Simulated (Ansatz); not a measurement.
# From the elastic tensor of Ta3Ru to moduli and sound speeds

All numbers below come from DFT LDA, scalar-relativistic, plane waves, PAW in Ansatz 0.2.0. Settings: 420 eV plane-wave cutoff, Γ-centred 12×12×12 mesh, Fermi-Dirac smearing of 0.15 eV. No spin polarisation.

The structure is cubic, space group Fm-3m (No. 225). Conventional cell: a = 6.347 Å, b = 6.347 Å, c = 6.347 Å, α = 90.00°, β = 90.00°, γ = 90.00°. Ta (site symmetry -43m) is surrounded by 4 Ta at 2.75 Å and 4 Ru at 2.75 Å. Around Ta (site symmetry m-3m) lie 8 Ta at 2.75 Å. Ru (site symmetry m-3m) has 8 Ta at 2.75 Å as nearest neighbours.

In a metal, frequencies and elastic constants depend on the k mesh and the smearing, soft modes and shear constants most. Spin–orbit coupling is left out, which can shift energies with elements as heavy as these.

Relaxed-ion constants (GPa, on the Cartesian axes of the calculation):
C11 = 416.0, C12 = 173.1, C13 = 173.1, C22 = 416.0, C23 = 173.1, C33 = 416.0, C44 = 86.5, C55 = 86.5, C66 = 86.5 GPa; the others vanish.

Density 16.726 g/cm³; 4 atoms in 63.93 Å³.

The values that follow are for a polycrystal of randomly turned grains, by Hill's mean where one number stands.

With S = C⁻¹: B_V = (C11+C22+C33+2(C12+C13+C23))/9, G_V = (C11+C22+C33−C12−C13−C23+3(C44+C55+C66))/15, 1/B_R = S11+S22+S33+2(S12+S13+S23), 15/G_R = 4(S11+S22+S33−S12−S13−S23)+3(S44+S55+S66); Hill is their mean. Then v_l = √((B+4G/3)/ρ), v_t = √(G/ρ), v_m = [(2/v_t³+1/v_l³)/3]^(−1/3) and Θ = (ħ/k_B)·v_m·(6π²n/V)^(1/3) for n atoms in the volume V; E = 9BG/(3B+G), ν = (3B−2G)/(2(3B+G)) and A^U = 5G_V/G_R + B_V/B_R − 6.

```json
{
  "Bulk modulus, Voigt / Reuss / Hill": "254.1 / 254.1 / 254.1 GPa",
  "Shear modulus, Voigt / Reuss / Hill": "100.5 / 97.7 / 99.1 GPa",
  "Young's modulus": "263 GPa",
  "Poisson ratio": "0.327",
  "Pugh ratio B/G": "2.56 (over 1.75, the rule of thumb for ductile)",
  "Universal anisotropy index": "0.14",
  "Longitudinal and transverse sound speeds": "4805 and 2434 m/s",
  "Debye temperature from the mean sound speed": "322 K"
}
```

Whether Ta3Ru exists in this form wasn't checked.

The cubic elastic constants satisfy the Born criteria, so this ordered bcc-derived structure resists small homogeneous strains. Its shear response is only mildly anisotropic: C44 lies below (C11 − C12)/2, making ⟨100⟩ the stiffest direction for uniaxial loading and ⟨111⟩ the softest. This reverses the anisotropy of elemental Ta and resembles that of Mo. The likely reason is band filling: Ru raises the average valence-electron count from that of group 5 towards group 6, where the Fermi level approaches the pseudogap between bonding and antibonding d states in a bcc lattice. Filling the bonding states strengthens cohesion and particularly stiffens the tetragonal shear. The large bulk modulus fits this picture, while the moderate Debye temperature also reflects the heavy atoms. C12 well above C44 and the high B/G ratio suggest ductility, but neither determines dislocation mobility or grain-boundary cohesion. Elastic stability also doesn't exclude phonon instabilities at finite wave vector.
